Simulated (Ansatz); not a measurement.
From O to Te: the atomisation energy (no zero-point term)

One atom is swapped for its congeners: CH6GeO `C[O][GeH3]`; CH6GeS `C[S][GeH3]`; Se(CH3)(GeH3); Te(CH3)(GeH3). All are singlets with charge 0.

Shapes, held fixed at every level: PBE0-D4/def2-TZVP. Programs: Ansatz 0.2.0. Values in eV.

```json
{"level": "HF/def2-SVP", "CH6GeO": "22.13", "Se(CH3)(GeH3)": "20.82", "Te(CH3)(GeH3)": "20.10"}
{"level": "HF/def2-TZVPP", "CH6GeO": "22.02", "Se(CH3)(GeH3)": "20.78", "Te(CH3)(GeH3)": "20.11"}
{"level": "wB97M-V/def2-TZVPP", "CH6GeO": "30.30", "Se(CH3)(GeH3)": "28.18", "Te(CH3)(GeH3)": "27.43"}
{"level": "B2PLYP/def2-TZVPP", "CH6GeO": "30.04", "Se(CH3)(GeH3)": "27.95", "Te(CH3)(GeH3)": "27.23"}
{"level": "MP2/def2-SVP", "CH6GeO": "28.79", "Se(CH3)(GeH3)": "26.53", "Te(CH3)(GeH3)": "25.71"}
{"level": "CCSD/def2-TZVPP", "CH6GeO": "29.50", "Se(CH3)(GeH3)": "27.54", "Te(CH3)(GeH3)": "26.80"}
{"level": "CCSD(T)/def2-TZVPP", "CH6GeO": "29.86", "Se(CH3)(GeH3)": "27.89", "Te(CH3)(GeH3)": "27.17"}
```

(1) Estimate the column for CH6GeS from its neighbours.

## Answers

(1) The mean of the neighbours at CCSD(T)/def2-TZVPP is 28.88 eV, against 28.42 from the run: the member lies nearer Se. All rows: HF/def2-SVP 21.33; HF/def2-TZVPP 21.35; wB97M-V/def2-TZVPP 28.96; B2PLYP/def2-TZVPP 28.54; MP2/def2-SVP 27.06; CCSD/def2-TZVPP 28.06; CCSD(T)/def2-TZVPP 28.42 eV. At CCSD(T)/def2-TZVPP the atomisation energy falls at every step, from 29.86 to 27.17 eV. Every level shows the same order. For atoms past krypton def2 sets carry core potentials with scalar relativity. Relativity is left out for Ge, Se unless named. Correlated rows may include outer-core shells of Ge, Se, Te, which these sets cover unevenly. Spin-orbit coupling, which grows down the group, is left out (summed over each molecule's free atoms 0.13, 0.15, 0.24, 0.38 eV).

The fall from 29.86 eV for the oxygen compound to 27.17 eV for tellurium mainly reflects weaker bonds from the chalcogen to carbon and germanium, since the rest of the molecule keeps the same connectivity. Oxygen's compact 2p orbitals overlap well with carbon, and its high electronegativity adds a strong polar contribution, especially towards germanium. Heavier chalcogens have more diffuse valence p orbitals and form longer, less polar bonds. This explains why sulfur lies closer to selenium than to oxygen at the coupled-cluster levels. The filled 3d shell screens the nuclear charge poorly and keeps selenium close to sulfur in size, which probably helps make that step smaller than the one to tellurium; wB97M-V breaks this pattern slightly.

Hartree–Fock keeps the order but gives a much smaller drop from oxygen to sulfur than CCSD(T) in the larger basis. Electron correlation therefore strengthens binding most in the oxygen compound, probably because its electron pairs are packed more tightly. The totals do not show how the weakening is divided between the carbon–chalcogen and germanium–chalcogen bonds.
